\textbf{Question.} My table gives $(d^2\,{}^3F|\}d^3\,{}^4F)^2=4/5$. A ${}^4F$ term also occurs in $d^5$ and $d^7$. How does this coefficient of fractional parentage (cfp) respond if I add electrons, change the parent, change $l$, exchange parent and daughter, or change the ion? Can sign and size be predicted without further tables?

\textbf{Answer.} Yes. All cfp between two seniority states follow from one number, because creation and annihilation are two components of one quasispin tensor.

\subsection*{The result}

I use $LS$ coupling and label terms by seniority $v$. Define
\begin{equation}
Q_+=\sum_m(-1)^{l-m}a^\dagger_{m\uparrow}a^\dagger_{-m\downarrow},\qquad Q_-=Q_+^\dagger,\qquad Q_z=\tfrac12(N-2l-1),
\end{equation}
which obey angular-momentum commutation rules and commute with $\mathbf L$ and $\mathbf S$. A state of $l^n$ with seniority $v$ has $Q=(2l+1-v)/2$ and $M_Q=(n-2l-1)/2$. With $\tilde a_{mm_s}=(-1)^{l+1/2-m-m_s}a_{-m,-m_s}$ the anticommutators give
\begin{equation}
[Q_+,\tilde a_{mm_s}]=a^\dagger_{mm_s},\qquad [Q_-,a^\dagger_{mm_s}]=\tilde a_{mm_s},
\end{equation}
so $(a^\dagger,\tilde a)$ is a doublet, of quasispin rank $1/2$. In the Wigner--Eckart convention with $3j$ symbols, $|\langle l^n\psi\|a^\dagger\|l^{n-1}\psi'\rangle|^2=n(2S+1)(2L+1)\,\mathrm{cfp}^2$. Applying the theorem once more, in quasispin,
\begin{equation}
n(2S+1)(2L+1)\,\mathrm{cfp}^2=\begin{pmatrix}Q&\frac12&Q'\\-M_Q&\frac12&M_Q-\frac12\end{pmatrix}^{2}\mathcal R^2,
\label{we}
\end{equation}
where $S,L,Q$ belong to the daughter. The reduced coefficient $\mathcal R^2$ does not depend on $n$ and is symmetric in the two terms. The squared $3j$ symbol is $(Q-M_Q+1)/[(2Q+1)(2Q+2)]$ for a parent $v-1$ and $(Q+M_Q)/[2Q(2Q+1)]$ for a parent $v+1$. Since $Q-M_Q+1=(4l+4-n-v)/2$, division by the case $n=v$ yields Racah's 1943 relation
\begin{equation}
(l^{n-1}\,v{-}1|\}l^n v)^2=\frac{v(4l+4-n-v)}{2n(2l+2-v)}\,(l^{v-1}\,v{-}1|\}l^v v)^2 .
\label{racah}
\end{equation}
With $Q+M_Q=(n-v)/2$, a parent $v+1$ has $n\,\mathrm{cfp}^2\propto n-v$. I call $W_n=n\,\mathrm{cfp}^2$ the strength. It sums to $n$ over all parents and is the angular weight with which sudden removal of one electron reaches a given parent.

The starting value needs one determinant. At $M_L=3$ and maximal $M_S$, ${}^3F$ is $|2^+1^+|$ and ${}^4F$ is $|2^+1^+0^+|$, so $|\langle a^\dagger_{0\uparrow}\rangle|^2=1$. This equals $3\,\mathrm{cfp}^2\langle33\,20|33\rangle^2$ with $\langle33\,20|33\rangle^2=5/12$, hence $\mathrm{cfp}^2=4/5$. The squared $3j$ symbol is $1/4$, so $\mathcal R^2=3\cdot28\cdot\frac45\cdot4=268.8$.

\subsection*{Change 1: $n=3\to5\to7$}

\emph{Reasoning.} The parent stays the $v=2$ ${}^3F$ and the daughter the $v=3$ ${}^4F$; added electrons enter as pairs through $Q_+$. On $|2^+1^+|$ three pair slots are open: $(0^+0^-)$, $(-1^+1^-)$, $(-2^+2^-)$. The operator $a^\dagger_{0\uparrow}$ gives zero if the first is filled. With $p=(n-3)/2$ pairs the parent is an equal-weight sum over $\binom3p$ fillings, of which $\binom2p$ survive, and these form the daughter. The squared matrix element is $\binom2p/\binom3p=1-p/3$. The strength must fall linearly, and $\mathrm{cfp}^2$ faster, because it carries an extra $1/n$.

\emph{Calculation.} Equation \eqref{racah} gives the factor $(9-n)/(2n)$, that is $1,\ 2/5,\ 1/7$:
\begin{equation}
\begin{array}{c|ccc}
 & d^3&d^5&d^7\\\hline
\mathrm{cfp}^2 & 4/5=0.800 & 8/25=0.320 & 4/35=0.114\\
W_n & 2.4&1.6&0.8
\end{array}
\end{equation}
The squared cfp drops by 60\,\% and by 86\,\%. The factor vanishes at $n=9$, where ${}^4F$ no longer exists: the daughter has only two open slots.

\subsection*{Change 2: another parent}

\emph{Reasoning.} Equation \eqref{racah} contains neither $S$ nor $L$. Replacing ${}^3F$ by the $v=2$ ${}^3P$ changes the starting value and leaves the ratios alone. Replacing it by the second ${}^3F$ of $d^4$ and $d^6$, with $v=4$, must reverse the trend. Removal then breaks a pair, there is none at $n=3$, and the strength grows with the number of pairs.

\emph{Calculation.} A quartet of $d^3$ has only triplet parents, so ${}^3P$ starts at $1-4/5=1/5$ and continues as $2/25=0.080$ and $1/35=0.029$. For $v=4$ use $d^7\,{}^4F$ at $M_S=3/2$, where the spin-up shell is full. Removing a spin-up electron spreads strength 5 over $L'=1,\dots,5$ as $(2L'+1)/7$. The share of $L'=3$ is 1, and it is pure triplet since the only quintet of $d^6$ is ${}^5D$. Removing a spin-down electron gives $M_S=2$ and reaches no triplet. Subtracting the $v=2$ part leaves $W_7=0.2$. Proportionality to $n-3$ gives $W_5=0.1$, so $\mathrm{cfp}^2=0,\ 1/50=0.020,\ 1/35=0.029$.

\subsection*{Change 3: another $l$}

\emph{Reasoning.} The parent has $2l+2-v$ open slots, with $v$ the seniority of the daughter. A larger shell dilutes the pairs and weakens the blocking, so the fall is slower. For $l\to\infty$ only the counting factor $v/n$ remains.

\emph{Calculation.} The ratio of strengths is $W_n/W_3=1-(n-3)/[2(2l-1)]$ for $v=3$. For the $v=2\to3$ cfp of the $f$ shell it is 0.80 at $n=5$ and 0.60 at $n=7$, against 0.67 and 0.33 for $d$. The factors on $\mathrm{cfp}^2$ become $12/25=0.480$ and $9/35=0.257$, against 0.400 and 0.143, with limits $3/5$ and $3/7$. For $l=1$ the factor is zero already at $n=5$: ${}^4S$ occurs in $p^3$ only.

\subsection*{Change 4: parent and daughter exchanged}

\emph{Reasoning.} Take $(d^{n-1}\,{}^4F|\}d^n\,{}^3F)$ with $n=4,6,8$ and $v=2$ for the daughter. The parent now has the higher seniority, so the strength rises as $n-2$, and $\mathrm{cfp}^2$ rises more slowly, as $(n-2)/n$. No new input is needed, since $\mathcal R^2$ is the same.

\emph{Calculation.} With $Q=3/2$ the squared $3j$ symbol is $(n-2)/24$, and $(2S+1)(2L+1)=21$. Equation \eqref{we} gives
\begin{equation}
\mathrm{cfp}^2=\frac{268.8\,(n-2)}{24\cdot21\,n}=\frac4{15},\ \frac{16}{45},\ \frac25 ,
\end{equation}
or 0.267, 0.356 and 0.400.

\subsection*{Change 5: another ion}

\emph{Reasoning.} A cfp is purely angular. Going from V$^{2+}$ to Cr$^{3+}$, both $d^3$, changes nothing, and $d^2$ has a single ${}^3F$. For Mn$^{2+}$ ($d^5$, where ${}^4F$ is excited) and Co$^{2+}$ ($d^7$, ground term ${}^4F$) the daughter is still unique within the configuration, but the Coulomb interaction mixes the two ${}^3F$ parents. The sums $W_5=1.7$ and $W_7=1.0$ over both are invariant. The division is not, because amplitudes interfere.

\emph{Calculation.} In Racah parameters, with the common constant dropped, the ${}^3F$ block of $d^4$ and $d^6$ is
\begin{equation}
H_{22}=-2B+7C,\qquad H_{44}=-8B+4C,\qquad |H_{24}|=12B .
\end{equation}
The mixing angle obeys $\tan2\theta=24B/(6B+3C)$. For the typical ratio $C=4B$ this gives $\sin^2\theta=0.20$ and eigenvalues $32B$ and $2B$, the upper being mainly $v=2$. A typical $B\approx2\times10^{-20}$\,J makes the gap $6\times10^{-19}$\,J. The size of $B$ cancels from $\theta$, and only $C/B$ matters.

The sign of the interference follows from an energy. Removal from $d^7$ reaches the ${}^3F$ state with three parallel holes coupled to $F$ and one hole of opposite spin. The parallel holes contribute $-15B$ and their quadrupole interaction with the fourth hole $+2.2B$, together $-12.8B$ in the part proportional to $B$. The weights $0.8$ and $0.2$ on the diagonal give $-3.2B$, so the cross term is $-9.6B$, and the interference is destructive for the upper level:
\begin{equation}
W_7^{\rm upper}=\left(\sqrt{0.8}\cos\theta-\sqrt{0.2}\sin\theta\right)^2=0.36,\qquad W_7^{\rm lower}=0.64 .
\end{equation}
Between $d^6$ and $d^4$ the element $H_{24}$ changes sign when the states of each seniority are linked by $Q_+$. The even-rank orbital tensors in the Coulomb operator have quasispin rank 1, their squares contain ranks 0 and 2 only, and $\langle\frac32M\,20|\frac12M\rangle$ is odd in $M$. The two removal amplitudes keep their relative sign, since each Clebsch--Gordan coefficient of the doublet has one sign for all $M_Q$. For $d^5$ the interference is therefore constructive:
\begin{equation}
W_5^{\rm upper}=\left(\sqrt{1.6}\cos\theta+\sqrt{0.1}\sin\theta\right)^2=1.62,\qquad W_5^{\rm lower}=0.08 .
\end{equation}
A 20\,\% admixture hardly moves the $d^5$ pattern but inverts the $d^7$ one, from $0.8:0.2$ to $0.36:0.64$. A larger $C/B$ widens the diagonal gap and should push the upper strength back towards 0.8; $C=5B$ gives 0.40.

Spin--orbit coupling is neglected throughout. At $C=4B$ the term ${}^3G$, at $-12B+4C$, lies $2B$ above the lower ${}^3F$. A typical $3d$ constant $\zeta\approx1\times10^{-20}$\,J gives $(\zeta/2B)^2\approx0.06$ as the scale of the further admixture. For a real ion the second decimal of these level strengths is therefore uncertain, while the cfp between seniority states are exact.